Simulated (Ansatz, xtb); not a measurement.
## Two conformers of BrH3NOSi

We compare a, `N[Si](O)Br`, a doublet, with b, `N[Si](O)Br`, a doublet. Both are isolated molecules in the gas phase, relaxed with B3LYP-D3(BJ)/def2-SVP.

a (Å):

```xyz
7

Br    0.2473    1.3155   -1.7056
N    -2.8021    0.7769   -0.7449
O    -2.0951   -0.7885   -2.7806
Si   -1.4868   -0.1379   -1.3672
H    -3.7545    0.4331   -0.8318
H    -2.6813    1.4124    0.0368
H    -1.5378   -1.4510   -3.2082
```

b (Å):

```yaml
atoms:
  - { symbol: Br, position_ang: [0.7551, -0.4505, 1.3211] }
  - { symbol: N, position_ang: [-1.3800, 0.3345, -0.9205] }
  - { symbol: O, position_ang: [0.6800, -1.2040, -1.9002] }
  - { symbol: Si, position_ang: [0.3311, 0.0487, -0.8620] }
  - { symbol: H, position_ang: [-1.8196, 0.8719, -0.1769] }
  - { symbol: H, position_ang: [-1.8156, 0.5297, -1.8197] }
  - { symbol: H, position_ang: [0.0617, -1.9496, -1.8930] }
```

Energies in hartree; the thermal terms are from B3LYP-D3(BJ)/def2-SVP harmonic frequencies (ideal gas, rigid rotor, one conformer each, 298.15 K, 1 atm) and include the zero-point energy:

```
                               a            b
E, CCSD(T)/def2-SVP  −2992.686581  −2992.684527
    E, MP2/def2-SVP  −2992.648467  −2992.646536
  E, MP2/def2-TZVPP  −2993.405906  −2993.404781
  zero-point energy      0.040677      0.040619
       H(298 K) − E      0.048032      0.047855
       G(298 K) − E      0.008965      0.009103
```

Problem. Correct the CCSD(T) difference for the basis set by the MP2 change, then work out ΔE, ΔE₀, ΔH and ΔG for a → b in kJ/mol (1 Eh = 2625.50 kJ/mol) and the equilibrium ratio [b]/[a].

Solution. 1. Differences b − a: CCSD(T) +0.002054, MP2 in the small set +0.001931, MP2 in the large set +0.001125 Eh.
2. ΔE = +0.002054 + (+0.001125 − (+0.001931)) = +0.001248 Eh = +3.28 kJ/mol.
3. ΔE₀ = ΔE + ΔZPE = +0.001248 + (−0.000058) Eh = +3.12 kJ/mol.
4. ΔH = ΔE + (−0.000177) Eh = +2.81 kJ/mol.
5. ΔG = ΔE + (+0.000138) Eh = +3.64 kJ/mol, so ΔS = (ΔH − ΔG)/T = −2.8 J/(mol K).
6. kT = 0.9442 mEh, so K = [b]/[a] = exp(−ΔG/kT) = exp(−1.47) ≈ 0.23.

The two are too close for this level to say which is favoured. An error of 4 kJ/mol in ΔG would change K by a factor of 5. Mirror images and further conformers aren't counted.

Other levels gave ΔE = +7.0 (B3LYP-D3(BJ)/def2-SVP); +3.2 (HF/def2-SVP); +5.1 (MP2/def2-SVP); +5.4 (CCSD(T)/def2-SVP) kJ/mol. Open shells are spin-unrestricted. The correlated steps freeze 16 core orbitals; the filled d shell of Br is correlated, in a basis made for valence electrons. Programs: Ansatz 0.2.0.

Both structures are silyl radicals, pyramidal at silicon, as expected when electronegative substituents give the singly occupied orbital more s character. They differ mainly by rotation about Si–O: in a the hydroxyl hydrogen is anti to nitrogen and lies on the side of the radical lobe, whereas in b it sits between nitrogen and bromine. The small energy gap probably reflects a changed balance of local dipoles and lone-pair delocalisation into neighbouring σ* orbitals, not a difference in bonding; the H···N contact in b is too long for a meaningful hydrogen bond.

Every electronic level places a lower, including Hartree–Fock, so this ordering doesn't depend on correlation. Its size is less settled: enlarging the basis narrows the MP2 gap considerably, which suggests that the small basis exaggerates the preference. The closeness of the Hartree–Fock value, +3.2, to the composite +3.28 kJ/mol is therefore probably fortuitous. The energies of the two minima say nothing about how fast they interconvert.
